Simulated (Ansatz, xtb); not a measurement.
## Two isomers of C2H7Si

Structure a is `[CH2][SiH2]C`, a doublet and structure b is `CC[SiH2]`, a doublet. Both are isolated molecules in the gas phase, relaxed with PBE0-D3(BJ)/def2-SVP; the shapes shown needn't be the lowest conformers.

a (Å):

| atom | x (Å) | y (Å) | z (Å) |
| --- | --- | --- | --- |
| C | 0.3095 | -1.2515 | 0.3522 |
| C | 3.1361 | -0.0328 | 0.3533 |
| Si | 1.5990 | -0.3937 | -0.6656 |
| H | -0.5238 | -1.8073 | -0.0923 |
| H | 0.2942 | -1.2066 | 1.4474 |
| H | 1.0526 | 0.8958 | -1.2109 |
| H | 1.9427 | -1.2444 | -1.8511 |
| H | 3.5829 | -0.9644 | 0.7329 |
| H | 2.8898 | 0.6055 | 1.2162 |
| H | 3.8939 | 0.4899 | -0.2500 |

b (Å):

```xyz
10

C     0.6102   -0.9279    0.2182
C     1.7532   -0.2358   -0.5172
Si    3.3139    0.0308    0.5194
H    -0.2589   -1.0822   -0.4404
H     0.9128   -1.9165    0.5986
H     0.2680   -0.3373    1.0825
H     2.0558   -0.8231   -1.4041
H     1.4328    0.7464   -0.9046
H     4.3966    0.6980   -0.2735
H     3.8252   -1.2604    1.0858
```

Quicker runs give these differences E(b) − E(a): GFN2-xTB −17.38 kcal/mol; HF/STO-3G +10.42 kcal/mol (at GFN2-xTB geometries); r2SCAN-D4/def2-SVP −0.30 kcal/mol (at GFN2-xTB geometries).

Task: Which of the two would you expect CCSD(T)/def2-SVP + ΔMP2/def2-TZVPP electronic energies to favour?

Result: Too close to call at this level: CCSD(T)/def2-SVP + ΔMP2/def2-TZVPP gives E(b) − E(a) = +0.73 kcal/mol.

Level by level:

```tsv
level	geometry	E(b) − E(a) (kcal/mol)	departure from the last row (kcal/mol)	job, with rough time for the two
GFN2-xTB	GFN2-xTB	−17.38	−18.11	optimisation, 0.59 s
HF/STO-3G	GFN2-xTB	+10.42	+9.69	single point, 0.93 s
r2SCAN-D4/def2-SVP	GFN2-xTB	−0.30	−1.03	single point, 6.6 s
PBE0-D3(BJ)/def2-SVP	PBE0-D3(BJ)/def2-SVP	−2.85	−3.58	optimisation, 4.4 min
HF/def2-SVP	PBE0-D3(BJ)/def2-SVP	+4.91	+4.18	part of the CCSD(T) run
MP2/def2-SVP	PBE0-D3(BJ)/def2-SVP	−4.46	−5.19	part of the CCSD(T) run
CCSD(T)/def2-SVP	PBE0-D3(BJ)/def2-SVP	−3.00	−3.72	single point
CCSD(T)/def2-SVP + ΔMP2/def2-TZVPP	PBE0-D3(BJ)/def2-SVP	+0.73		single point, 39 s
```

As drawn, b has 1 C–C in place of 1 C–Si.

The largest departure from CCSD(T)/def2-SVP + ΔMP2/def2-TZVPP is that of GFN2-xTB, 18.11 kcal/mol. The last row adds to CCSD(T) the change of the MP2 difference between the two basis sets, here +3.72 kcal/mol, a large step that makes the value less sure.

With harmonic frequencies from PBE0-D3(BJ)/def2-SVP (ideal gas, rigid rotor, one conformer each, 298.15 K, 1 atm): the zero-point term adds +2.64 kcal/mol; ΔH is +2.91 and ΔG +4.14 kcal/mol.

Open shells are spin-unrestricted. The correlated steps freeze 7 core orbitals. Run with Ansatz 0.2.0, xtb 6.7.1; the last row on 2 threads of Intel(R) Xeon(R) Processor @ 2.50GHz (Skylake/Cascade Lake) on a shared host.

The near-degeneracy reflects two different bonding compromises. Isomer a is a carbon-centred radical with two polar Si–C bonds, while b places the unpaired electron on silicon and gains a C–C bond. Silicon accommodates the radical centre well in a pyramidal, s-rich orbital, but the electronegativity difference strengthens the Si–C bond that b gives up, so the two effects largely cancel.

In the small polarised basis, correlation moves the balance towards b, from +4.91 kcal/mol with HF to −3.00 kcal/mol with CCSD(T), probably because the compact C–C bond gains more correlation energy than the longer Si–C bond.

Vibrations favour a. In b the four-coordinate centre next to the radical site is a CH2 group, whose bends are stiffer than those of the corresponding SiH2 group in a, and the C–C link also stiffens the skeleton. The softer framework of a probably accounts for its additional entropic advantage. These energies compare minima only and say nothing about how readily a methyl shift would interconvert them.
